PySCF 2.14.0, r2SCAN-D4/def2-SVPD with density fitting, for upright CO₂ above borazine in the gas phase, both rigid at their GFN2-xTB geometries. The carbon atom is 4.4, 4.7, 5.0, 5.3, 5.7 and 6.5 Å above the ring in rows 1 to 6, with row 2 also shifted sideways by 0.8 Å. Negative energies mean attraction, and the four terms sum to the uncorrected interaction.

```
row  interaction counterpoise (kcal/mol)  interaction uncorrected (kcal/mol)  electrostatic term (kcal/mol)  pauli term (kcal/mol)  orbital term (kcal/mol)  dispersion or correlation term (kcal/mol)
  1                               -0.700                              -1.530                         -0.060                  0.070                   -1.040                                     -0.500
  2                               -0.530                              -1.160                          0.080                 -0.120                   -0.720                                     -0.400
  3                               -0.420                              -0.920                          0.130                 -0.170                   -0.550                                     -0.330
  4                               -0.270                              -0.650                          0.130                 -0.120                   -0.400                                     -0.260
  5                               -0.140                              -0.400                          0.110                 -0.060                   -0.270                                     -0.180
  6                               -0.020                              -0.120                          0.070                 -0.010                   -0.110                                     -0.070
```

A CO₂ molecule stands upright above a borazine ring, with one oxygen atom pointing at the ring's centre. From row 6 to row 1 it comes down, and its carbon atom goes from 6.5 to 4.4 Å above the ring. The counterpoise interaction strengthens at every step and is still strengthening at the closest point, so the path ends before any minimum. Row 2 is also shifted sideways by 0.8 Å and is set aside wherever steps along the axis are compared.

Three explanations compete for this growing attraction. The electrons of the two molecules may mix and flow from one to the other, their permanent charge distributions may attract, or dispersion may draw them together. The table seems to favour the first. At the closest point the orbital term, which is the energy gained when the orbitals relax in each other's presence, is −1.04 kcal/mol, twice the dispersion term of −0.50 kcal/mol.

That reading overlooks how the terms are built. The electrostatic and Pauli terms use the frozen electron clouds of the separate molecules, each described with its own basis functions. Only when the orbitals relax may the electrons of one molecule use the functions centred on the other. With a small basis they gain energy simply because their description improves, and this gain is booked as orbital attraction.

A control without any partner shows the size of the effect. At the geometry of row 1, borazine alone is lowered by 0.39 kcal/mol when it is given the empty functions of CO₂, and CO₂ alone by 0.45 kcal/mol when it is given those of borazine. No electrons of a second molecule are there to mix with. The sum of the two gains is the basis error, and it makes up about 80 % of the orbital term in row 1 and about 96 % in row 6.

After this correction the orbital term in row 1 is about −0.20 kcal/mol. It still contains the polarisation of each molecule by the other as well as any true charge transfer, and the two are not separated here. The same calculation finds a net flow of no more than 0.002 electrons between the molecules. Charge transfer therefore looks like the main cause only as long as the basis error is left in.

The second candidate is electrostatics. CO₂ has no dipole moment, but its oxygen ends are negative and its middle is positive, which makes a quadrupole. Borazine is also almost free of a dipole, and the repulsion at long range suggests that its face, like that of benzene, looks negative to a charge above the centre. A negative oxygen end above such a face is repelled, which would account for the positive electrostatic term in rows 2 to 6.

Two quadrupoles on a common axis interact as 1/R⁵, where R is the distance between the molecules. If this law is fixed at row 6 and carried down to row 1, it predicts a repulsion of 0.49 kcal/mol. The table has −0.06 kcal/mol there, a slight attraction. Something that grows faster than the quadrupole repulsion must therefore set in as the molecules approach.

The natural candidate is charge penetration. From far away, the electrons of a molecule screen its nuclei, and only the multipole moments are felt. Once the clouds overlap, electrons of one molecule enter the cloud of the other and see its nuclei less well screened. This attraction follows the overlap, so it fades exponentially with distance, while the quadrupole repulsion fades only as a power.

The rate of fading can be estimated before any fit. Far outside a molecule the electron density falls as exp(−κr), with κ = 2√(2|ε|) in atomic units, where ε is the energy of the highest occupied orbital. Borazine holds its outermost electron more loosely than CO₂, so its tail reaches further and is taken to set the pace. Its orbital energy of about −7.2 eV gives κ ≈ 2.75 per Å, a rough value because the formula ignores the shape of the orbital, and a π orbital of the ring can vanish on the very axis along which CO₂ approaches. The model is then

electrostatic term ≈ A (5 Å/R)⁵ − B exp[−κ(R − 4.4 Å)],

with R taken as the height of the carbon atom. Only the amplitudes A and B are fitted, to the five rows on the axis, which gives 0.23 and 0.50 kcal/mol.

Row 4, at 5.3 Å, shows how the two parts compete. The quadrupole factor is (5/5.3)⁵ ≈ 0.75, which gives a repulsion of about 0.17 kcal/mol. The overlap factor is exp(−2.75 × 0.9) ≈ 0.084, which gives an attraction of about 0.04 kcal/mol. The difference, 0.13 kcal/mol, agrees with the table, though this row was part of the fit.

The model follows the rise, the flat top and the change of sign of the electrostatic term, with a typical deviation of 0.005 kcal/mol. Its weak side shows when each row is predicted from the others: the typical error grows to 0.04 kcal/mol, because only the closest row contains a large penetration part. Higher multipole moments, which the model leaves out, may also matter at the closest positions. The agreement makes penetration plausible without proving it, and the two amplitudes should not be read as molecular properties. The output below gives the fit and the corrected terms. For the question of what binds, the verdict is simpler: over most of the path, electrostatics pushes the molecules apart.

The third candidate, dispersion, needs neither overlap nor permanent moments. A momentary fluctuation in one electron cloud induces a matching one in the other, and the two attract. Here it is represented by the D4 correction, which is the largest attractive term in every row once the basis error is removed. It supplies about 63 % of the binding gained between row 6 and row 1.

Its role is clearest at long range. Without D4 the two farthest rows would be repulsive, by 0.04 and 0.05 kcal/mol, and row 4 would be almost neutral. Even with D4, the interaction in row 6 is only −0.02 kcal/mol, too weak for its sign to be trusted with this basis and functional. The onset of binding along this path thus depends on dispersion.

D4 has a helper in the outer part of the path. Between row 6 and row 3 the binding grows by 0.40 kcal/mol, of which D4 gives 0.26 and the Pauli term 0.16, while electrostatics works slightly against them. An attractive Pauli term sounds like a contradiction, since the Pauli principle keeps electrons of like spin apart. The column, however, also contains the change in exchange-correlation energy when the frozen clouds are brought together. A semilocal functional can yield some attraction where densities overlap weakly; whether this is real correlation that D4 leaves to the functional or an error of the functional is not settled by these numbers.

Closer in, the parts change. From row 3 to row 1 the electrostatic term becomes more attractive by 0.19 kcal/mol, but the Pauli term becomes more repulsive by 0.24 kcal/mol. Both changes are consistent with the same growing overlap, and they nearly cancel. What remains is D4, with a further 0.17 kcal/mol, and the corrected orbital term, with 0.16 kcal/mol.

The rivals are therefore not simply right or wrong at all distances. Dispersion starts the attraction and remains its largest part, while orbital relaxation becomes a real partner only at the closest distances, where the clouds overlap more strongly. At the closest point, the interaction without D4 would still be −0.20 kcal/mol. The raw orbital column hides this order because the basis error also grows on approach and so looks like a chemical effect.

The same reasoning suggests what would happen if CO₂ were laid flat above the ring. Its positive carbon atom would then face the negative ring, and the quadrupole interaction would change from repulsion to attraction. All three of its atoms could also come close to the ring together, which favours dispersion. A flat approach should therefore bind more strongly than the upright one, although this argument is not tested by the present path.

Boron nitride, the layered relative of borazine, serves as a dielectric in electronic devices, where adsorbed gases can matter. A single ring in the gas phase does not give adsorption energies for such a surface. It does show what a calculation of weak adsorption with a small basis has to watch: in every row the uncorrected interaction is more than twice the counterpoise value. An apparent chemical bond to the gas should be checked against this error before it is given a meaning.

The analysis program printed:

```
fit of electrostatic_term on 5 rows (axis > 0.5): coefficient of quad 0.2318 +/- 0.0066, coefficient of tail -0.5002 +/- 0.015; rms 0.0051, worst 6 -0.00914, leave-one-out rms 0.0404
  rows outside the fit (model, value, miss): 2 0.09644, 0.08, 0.0164
Corrected terms in kcal/mol:
  row  height in angstrom  basis error  basis share of orbital term  corrected orbital  electrostatic plus Pauli  binding without D4  model electrostatic
    1                 4.4       0.8366                       0.8044            -0.2034                      0.01                -0.2             -0.06102
    2                 4.7       0.6315                       0.8771            -0.0885                     -0.04               -0.13              0.09644
    3                   5       0.5065                       0.9209            -0.0435                     -0.04               -0.09               0.1356
    4                 5.3       0.3824                        0.956            -0.0176                      0.01               -0.01                0.131
    5                 5.7       0.2604                       0.9644            -0.0096                      0.05                0.04               0.1063
    6                 6.5       0.1055                       0.9591            -0.0045                      0.06                0.05              0.06086
Decay constant of the density tail in 1/angstrom: 2.748
Pure R^-5 law fixed at row 6 and carried to row 1 in kcal/mol: 0.4925
Borazine alone lowered by empty CO2 functions at row 1 in kcal/mol: 0.3903
CO2 alone lowered by empty borazine functions at row 1 in kcal/mol: 0.4462
Far leg change of counterpoise interaction in kcal/mol: -0.4
Far leg change of D4 in kcal/mol: -0.26
Far leg change of corrected orbital term in kcal/mol: -0.039
Far leg change of electrostatic term in kcal/mol: 0.06
Far leg change of Pauli term in kcal/mol: -0.16
Near leg change of counterpoise interaction in kcal/mol: -0.28
Near leg change of D4 in kcal/mol: -0.17
Near leg change of corrected orbital term in kcal/mol: -0.1599
Near leg change of electrostatic term in kcal/mol: -0.19
Near leg change of Pauli term in kcal/mol: 0.24
D4 share of the whole gain from row 6 to row 1 in percent: 63.24
```
